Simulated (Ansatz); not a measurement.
## A series in volume scale on Sc

Results calculated with Ansatz 0.2.0, not measured. Periodic Kohn-Sham DFT of a crystal at fixed atoms, scaled to volume_scale times the given cell; pressure positive in compression, energy less spherical unpolarised free atoms, largest_vzz the field gradient of largest size among the nuclei.

The cell before it is scaled or strained (space group P6_3/mmc, No. 194):
```
CELL_PARAMETERS angstrom
3.29120 0.00000 0.00000
-1.64560 2.85030 0.00000
0.00000 0.00000 5.33260
ATOMIC_POSITIONS crystal
Sc 0.33333 0.66667 0.25000
Sc 0.66667 0.33333 0.75000
```

Settings of every row: method all-electron LAPW; functional PBEsol; relativity scalar; k mesh 14x14x8; filling fermi-dirac; smearing width 0.08 eV; basis error target 0.25 meV/atom; nucleus gaussian.

Atom:
| element | start moment (bohr magneton) |
| --- | --- |
| Sc | 1 |
| Sc | 1 |

| row | volume scale | V (Å³/atom) | pressure (GPa) | energy less free atoms (eV/atom) |
| --- | --- | --- | --- | --- |
| 1 | 0.96 | 24.012 | -0.644 | -4.9313 |
| 2 | 0.98 | 24.512 | -1.73 | -4.9276 |
| 3 | 1 | 25.012 | -2.723 | -4.9206 |
| 4 | 1.02 | 25.513 | ? | ? |
| 5 | 1.04 | 26.013 | -4.459 | -4.898 |

Cell moment is 0 bohr magneton in every row.

Question: what pressure and energy less free atoms should row 4 give?

Worked fit of pressure. Take u = (V_r/V)^(2/3) − 1 with V_r = 24.762 Å³ an atom, which is twice the finite (Eulerian) strain; such expansions in the strain, on which the Birch-Murnaghan equation of state is built, carry the rest volume and the bulk modulus. The shown rows have u = 0.02072, 0.00679, -0.00667, -0.03232. Least squares give pressure = −2.238 + 73.725 × u + 154.82 × u² GPa; a straight line predicts inner rows, each left out in turn, worse (root mean square 0.068 against 0.00047 GPa). All shown rows lie on it to the printed digit. The withheld row has u = -0.01972, so the fit gives −2.238 + 73.725 × (-0.01972) + 154.82 × (-0.01972)² = -3.632 GPa.

The calculation gave -3.63 GPa. The fit lies 0.002 GPa (0.052 % of the column's range) below it; its largest miss of a shown row is 0.000 GPa.

Worked fit of energy less free atoms. Take u = (V_r/V)^(2/3) − 1 with V_r = 24.762 Å³ an atom, which is twice the finite (Eulerian) strain; such expansions in the strain, on which the Birch-Murnaghan equation of state is built, carry the rest volume and the bulk modulus. The shown rows have u = 0.02072, 0.00679, -0.00667, -0.03232. Least squares give energy less free atoms = −4.92449 − 0.5206 × u + 9.251 × u² eV/atom; a straight line predicts inner rows, each left out in turn, worse (root mean square 0.0041 against 9.3e-06 eV/atom). All shown rows lie on it to the printed digit. The withheld row has u = -0.01972, so the fit gives −4.92449 − 0.5206 × (-0.01972) + 9.251 × (-0.01972)² = -4.9106 eV/atom.

The calculation gave -4.9106 eV/atom. The fit meets it to the printed digit.
